## Problem

The base hydrolysis of bromopentaamminecobalt(III),

$$[\mathrm{Co(NH_3)_5Br}]^{2+} + \mathrm{OH^-} \rightarrow [\mathrm{Co(NH_3)_5OH}]^{2+} + \mathrm{Br^-},$$

is first order in each ion, so $z_A=+2$, $z_B=-1$, $z_Az_B=-2$. I want to know what the Scatchard double-sphere model predicts for the dependence of $k$ on medium, temperature and pressure in water–methanol at $T=298.15$ K and 1 bar.

All entries below are typical or assumed inputs, not measurements.

| input | value |
|---|---|
| $\varepsilon$ at 0, 20, 40, 60 wt% methanol | 78.4, 70, 61, 52 |
| $a=(\partial\ln\varepsilon/\partial T)_p$, water | $-4.6\times10^{-3}$ K$^{-1}$ |
| $a$, 40 wt% methanol | $-5.3\times10^{-3}$ K$^{-1}$ |
| $b=(\partial\ln\varepsilon/\partial p)_T$, water | $4.7\times10^{-5}$ bar$^{-1}$ |
| compressibility $\kappa_T$ of water | $4.5\times10^{-5}$ bar$^{-1}$ |
| expansivity $\alpha_p$ of water | $2.6\times10^{-4}$ K$^{-1}$ |
| separation $d$ of charge centres in the activated complex | 0.30 nm |
| radii of the cation and of OH$^-$ | 0.40 nm, 0.15 nm |
| molar masses of water and methanol | 18.0, 32.0 g mol$^{-1}$ |

(a) Find the electrostatic work and $k_0/k_0(\text{water})$ at zero ionic strength in the four solvents.
(b) Find $\Delta S^\ddagger_{\rm el}$ and $\Delta H^\ddagger_{\rm el}$ in water and in 40 wt% methanol.
(c) Find $\Delta V^\ddagger_{\rm el}$ in water and the effect of 1 kbar.
(d) Estimate how an ionic strength of 0.010 mol dm$^{-3}$ distorts (a) and (b).
(e) Test the sensitivity to $d$ and size the terms that the model leaves out.

## Why the formula holds

I start from transition-state theory with standard state $c^\circ=1$ mol dm$^{-3}$,

$$k_0=\frac{k_BT}{hc^\circ}\exp\left(-\frac{\Delta G^\ddagger}{RT}\right),$$

where the subscript 0 marks zero ionic strength. The model pictures the activated complex as the two ions in a continuum of relative permittivity $\varepsilon$, each keeping its charge and radius, with centres a distance $d$ apart. The Born self-energy of each sphere is taken to be the same before and after, so it cancels. What remains is the work of bringing the charges in from infinity against the Coulomb force:

$$W=\int_d^\infty \frac{z_Az_Be^2}{4\pi\varepsilon_0\varepsilon r^2}\,dr=\frac{z_Az_Be^2}{4\pi\varepsilon_0\varepsilon d}.$$

The approach is reversible at fixed $T$ and $p$, with the solvent polarisation in equilibrium throughout, so $W$ is a Gibbs energy. With $W_m=N_AW$ per mole I split $\Delta G^\ddagger=\Delta G^\ddagger_\infty+W_m$, which gives

$$\ln k_0=\ln k_\infty-\frac{W}{k_BT}=\ln k_\infty-\frac{z_Az_B\,l_B}{d},\qquad l_B=\frac{e^2}{4\pi\varepsilon_0\varepsilon k_BT}.$$

Here $l_B$ is the Bjerrum length and $k_\infty$ the rate constant in a hypothetical medium with $\varepsilon\to\infty$ and all else unchanged. The model assumes that $k_\infty$ is the same in every mixture.

At fixed $d$, $W_m\propto1/\varepsilon$, so $dW_m=-W_m\,d\ln\varepsilon$. Then

$$\Delta S^\ddagger_{\rm el}=-\left(\frac{\partial W_m}{\partial T}\right)_p=W_m\,a,\qquad \Delta V^\ddagger_{\rm el}=\left(\frac{\partial W_m}{\partial p}\right)_T=-W_m\,b,$$

$$\Delta H^\ddagger_{\rm el}=W_m+T\Delta S^\ddagger_{\rm el}=W_m(1+Ta).$$

Since $a<0$ and $b>0$, unlike charges ($W_m<0$) give positive entropy and volume terms. The complex has a weaker far field than the separated ions, so it orients and compresses the solvent less.

## (a) Medium effect

Constants first: $N_Ae^2/4\pi\varepsilon_0=138.9$ kJ nm mol$^{-1}$ and $RT=2.479$ kJ mol$^{-1}$. Their ratio is the vacuum Bjerrum length, 56.05 nm, so $l_B=56.05\ \text{nm}/\varepsilon$. In water

$$W_m=\frac{-2\times138.9\ \text{kJ nm mol}^{-1}}{78.4\times0.30\ \text{nm}}=-11.81\ \text{kJ mol}^{-1}.$$

I carry guard digits in $l_B$, $W_m$ and the logarithms and round the rate factors to two figures.

| wt% MeOH | $\varepsilon$ | $l_B$ / nm | $W_m$ / kJ mol$^{-1}$ | $-W_m/RT$ | $\ln[k_0/k_0(\text{w})]$ | $k_0/k_0(\text{w})$ |
|---|---|---|---|---|---|---|
| 0 | 78.4 | 0.715 | $-11.81$ | 4.77 | 0 | 1 |
| 20 | 70 | 0.801 | $-13.23$ | 5.34 | 0.57 | 1.8 |
| 40 | 61 | 0.919 | $-15.18$ | 6.13 | 1.36 | 3.9 |
| 60 | 52 | 1.078 | $-17.81$ | 7.19 | 2.42 | 11 |

In water the attraction raises the rate over $k_\infty$ by $e^{4.77}\approx1.2\times10^2$. A plot of $\ln k_0$ against $1/\varepsilon$ is a straight line of slope $2\times56.05\ \text{nm}/0.30\ \text{nm}=374$, or 162 for $\log_{10}k_0$. This slope is the usual route to $d$ from rate data.

## (b) Entropy and enthalpy

As a scale, for $d=0.20$ nm in water the entropy term is $138.9\times10^{3}\times(-4.6\times10^{-3})/(78.4\times0.20)$, that is $-41\,z_Az_B$ J K$^{-1}$ mol$^{-1}$. For my $d=0.30$ nm the coefficient is $-27$.

In water:

$$\Delta S^\ddagger_{\rm el}=(-11.81\times10^3\ \text{J mol}^{-1})(-4.6\times10^{-3}\ \text{K}^{-1})=+54\ \text{J K}^{-1}\,\text{mol}^{-1}.$$

With $Ta=-1.371$,

$$\Delta H^\ddagger_{\rm el}=(-11.81\ \text{kJ mol}^{-1})(1-1.371)=+4.4\ \text{kJ mol}^{-1},$$

and $T\Delta S^\ddagger_{\rm el}=16.2$ kJ mol$^{-1}$, so $4.4-16.2$ returns $W_m$. The attraction therefore raises the activation enthalpy, and the acceleration is entropic. In logarithms, $\Delta S^\ddagger_{\rm el}/R=6.54$ and $\Delta H^\ddagger_{\rm el}/RT=1.77$, with difference 4.77. The pre-exponential factor is multiplied by $e^{6.54}\approx6.9\times10^2$ and the exponential factor by 0.17. This happens whenever $Ta<-1$, that is when $\varepsilon T$ falls on heating. The enthalpy term is a small difference: a 5 % change in $a$ moves it by 0.8 kJ mol$^{-1}$, or 18 %.

In 40 wt% methanol, $Ta=-1.580$:

$$\Delta S^\ddagger_{\rm el}=(-15.18\times10^3\ \text{J mol}^{-1})(-5.3\times10^{-3}\ \text{K}^{-1})=+80\ \text{J K}^{-1}\,\text{mol}^{-1},$$

$$\Delta H^\ddagger_{\rm el}=(-15.18\ \text{kJ mol}^{-1})(1-1.580)=+8.8\ \text{kJ mol}^{-1}.$$

Going from water to this mixture, the model raises $\Delta H^\ddagger$ by 4.4 kJ mol$^{-1}$ and $\Delta S^\ddagger$ by 26 J K$^{-1}$ mol$^{-1}$, and the second wins.

These derivatives are at fixed composition. In a mixed solvent I can instead lower the methanol content on heating so that $\varepsilon$ stays fixed. Along that isodielectric path $W_m$ is constant, and the electrostatic part of $RT^2\,d\ln k_0/dT$ is $W_m$ itself. The two activation energies differ by

$$E_{\rm comp}-E_{\varepsilon}=W_mTa=(-15.18)(-1.580)\ \text{kJ mol}^{-1}=+24.0\ \text{kJ mol}^{-1}$$

at 40 wt%. An activation energy for a mixed solvent has to state which path it follows.

## (c) Volume

With $b=4.7\times10^{-5}$ bar$^{-1}=4.7\times10^{-10}$ Pa$^{-1}$ and 1 J Pa$^{-1}=10^6$ cm$^3$,

$$\Delta V^\ddagger_{\rm el}=-(-11.81\times10^3\ \text{J mol}^{-1})(4.7\times10^{-10}\ \text{Pa}^{-1})=+5.6\ \text{cm}^3\,\text{mol}^{-1}.$$

From $(\partial\ln k/\partial p)_T=-\Delta V^\ddagger/RT$, a pressure of 1 kbar ($10^8$ Pa) changes $\ln(k_0/k_\infty)$ by $-0.22$, a factor of 0.80. Letting $W_m$ fall as $e^{-bp}$ instead of linearly still gives 0.80.

The ratio $\Delta V^\ddagger_{\rm el}/\Delta S^\ddagger_{\rm el}=-b/a=0.10$ cm$^3$ K J$^{-1}$ contains neither charges nor $d$. It is a property of the solvent alone.

Two corrections are not small beside 5.6 cm$^3$ mol$^{-1}$.

*Concentration scale.* For a second-order reaction the molar and molal constants are related by $k_c=k_m/\rho$ with $\rho$ the solvent density, so $-RT\,\partial\ln k_c/\partial p=-RT\,\partial\ln k_m/\partial p+RT\kappa_T$. The extra term is $RT\kappa_T=1.1$ cm$^3$ mol$^{-1}$, or 20 % of the electrostatic term. It cancels in $k_0/k_\infty$ but not in a volume extracted from $k(p)$, so the scale has to be stated.

*Constancy of $d$.* In general $\Delta V^\ddagger_{\rm el}=-W_m(b+\partial\ln d/\partial p)$. If $d$ shrank like a length in bulk water, $\partial\ln d/\partial p=-\kappa_T/3=-1.5\times10^{-10}$ Pa$^{-1}$, which adds $-1.8$ cm$^3$ mol$^{-1}$, or 32 %. A contact pair is probably stiffer than bulk water, so I read this as a generous estimate. The same assumption in the entropy, $\alpha_p/3$ against $|a|$, is only 2 %.

## (d) Finite ionic strength

The Debye–Hückel limiting law, $\ln\gamma_i=-z_i^2l_B\kappa/2$, with $k=k_0\gamma_A\gamma_B/\gamma^\ddagger$ and charge $z_A+z_B$ on the complex, gives

$$\ln\frac{k}{k_0}=-\frac{l_B\kappa}{2}\left[z_A^2+z_B^2-(z_A+z_B)^2\right]=z_Az_B\,l_B\kappa,\qquad \kappa^2=8\pi l_BN_AI,$$

with $I$ in mol m$^{-3}$. The same term is the first order in $\kappa$ of $-z_Az_Bl_Be^{-\kappa d}/d$, the screened form of the double-sphere exponent.

For $I=10$ mol m$^{-3}$, water has $\kappa=0.329$ nm$^{-1}$ and $\ln(k/k_0)=-0.47$, a factor of 0.62. The 40 wt% mixture has $\kappa=0.373$ nm$^{-1}$ and $\ln(k/k_0)=-0.69$. The medium effect drops from 1.36 to $1.36-0.69+0.47=1.14$, and the ratio from 3.9 to 3.1. If I read the slope between these two solvents without extrapolating to $I=0$, I get $d=0.36$ nm, 19 % too large. Since $\kappa d$ is 0.10 in water and 0.11 in the mixture, and the cation is doubly charged, the limiting law is itself uncertain here by a tenth or more.

The salt term also carries entropy. Its Gibbs energy in water is $G_{DH}=-RTz_Az_Bl_B\kappa=+1.2$ kJ mol$^{-1}$, and at fixed molarity it scales as $\varepsilon^{-3/2}T^{-1/2}$. Hence

$$S_{DH}=-\frac{\partial G_{DH}}{\partial T}=G_{DH}\left(\frac{3a}{2}+\frac{1}{2T}\right)\approx-6\ \text{J K}^{-1}\,\text{mol}^{-1},$$

which removes 11 % of the $+54$.

## (e) Sensitivity and neglected terms

$W_m$, both derivatives and the logarithm of the rate ratio scale as $1/d$. The hard-sphere contact of my two radii is $0.40+0.15=0.55$ nm.

| $d$ / nm | $k_0(40\,\%)/k_0(\text{w})$ | $\Delta S^\ddagger_{\rm el}$(w) / J K$^{-1}$ mol$^{-1}$ | $\Delta V^\ddagger_{\rm el}$(w) / cm$^3$ mol$^{-1}$ |
|---|---|---|---|
| 0.20 | 7.7 | $+82$ | $+8.3$ |
| 0.30 | 3.9 | $+54$ | $+5.6$ |
| 0.55 | 2.1 | $+30$ | $+3.0$ |

The choice of $d$ matters more than any correction so far, and the mechanism tells me how to read it. Base hydrolysis of cobalt(III) ammines is generally assigned to the conjugate-base path: OH$^-$ removes an ammine proton in a pre-equilibrium, giving $[\mathrm{Co(NH_3)_4(NH_2)Br}]^+$ and H$_2$O, and the amido complex loses Br$^-$ in the slow step. The activated complex has charge $+1$, so part (d) stands. But hydroxide has given up its charge, and the cancellation of self-energies no longer holds.

*Self-energies.* The $\varepsilon$-dependent part of the Born energy of a sphere is $N_Az^2e^2/(8\pi\varepsilon_0\varepsilon r)$. In water this is 8.9 kJ mol$^{-1}$ for the 2+ cation, 5.9 kJ mol$^{-1}$ for OH$^-$, and 2.2 kJ mol$^{-1}$ for a single 1+ sphere that keeps the cation's radius. Each of the first two is half of $|W_m|$ or more. The single-sphere balance is $2.2-8.9-5.9=-12.6$ kJ mol$^{-1}$. It has the same $1/\varepsilon$ form as the double-sphere work, with

$$\frac{z_Az_B}{d_{\rm eff}}=\frac12\left[\frac{(z_A+z_B)^2}{r_\ddagger}-\frac{z_A^2}{r_A}-\frac{z_B^2}{r_B}\right],$$

which gives $d_{\rm eff}=0.28$ nm. A linear plot against $1/\varepsilon$ therefore cannot tell the two pictures apart, and a $d$ shorter than contact is an effective length and no geometric distance. The closeness of 0.28 nm to my 0.30 nm tests nothing, since both rest on assumed lengths.

*Water activity.* The pre-equilibrium releases one water molecule, so $k\propto1/a_w$. In 40 wt% methanol the mole fraction of water is $(60/18.0)/(60/18.0+40/32.0)=0.73$. Ideal mixing adds $-\ln0.73=+0.32$ to $\ln k$, which is 23 % of the 1.36. Positive deviations from ideality make the term smaller.

*Specific solvation.* The whole medium effect at 40 wt% is a change of $-3.4$ kJ mol$^{-1}$ in $W_m$. A shift of that size in $\Delta G^\ddagger_\infty$ would cancel or double it. Three sources are open: hydrogen bonding to OH$^-$, preferential solvation that makes the local composition differ from the bulk one, and the equilibrium $\mathrm{OH^-+CH_3OH\rightleftharpoons CH_3O^-+H_2O}$. Methoxide leaves $z_Az_B$ unchanged but has its own $k_\infty$. My inputs fix none of these, and I expect them to grow with methanol content, so the 60 wt% row is the least secure.

## Result

The numbers are the model's, for $d=0.30$ nm at zero ionic strength and 298.15 K. The rate constant rises by factors of 1.8, 3.9 and 11 at 20, 40 and 60 wt% methanol. In water $\Delta S^\ddagger_{\rm el}=+54$ J K$^{-1}$ mol$^{-1}$, $\Delta H^\ddagger_{\rm el}=+4.4$ kJ mol$^{-1}$ and $\Delta V^\ddagger_{\rm el}=+5.6$ cm$^3$ mol$^{-1}$.

As typical knowledge and not as a measurement, the total activation parameters for base hydrolysis of halopentaamminecobalt(III) ions in water are of order $+150$ J K$^{-1}$ mol$^{-1}$ and $+30$ cm$^3$ mol$^{-1}$; read as totals, the model's terms have the same sign but are low by factors of roughly 3 and 5, and closing the gaps would take $d=0.11$ nm and $0.06$ nm, two different and unphysical lengths. The balance has to be assigned to $\Delta S^\ddagger_\infty$ and $\Delta V^\ddagger_\infty$, which collect the release of the tightly held first-shell water of OH$^-$ on proton transfer and the stretching of the Co–Br bond. A continuum with the bulk $\varepsilon$ describes neither.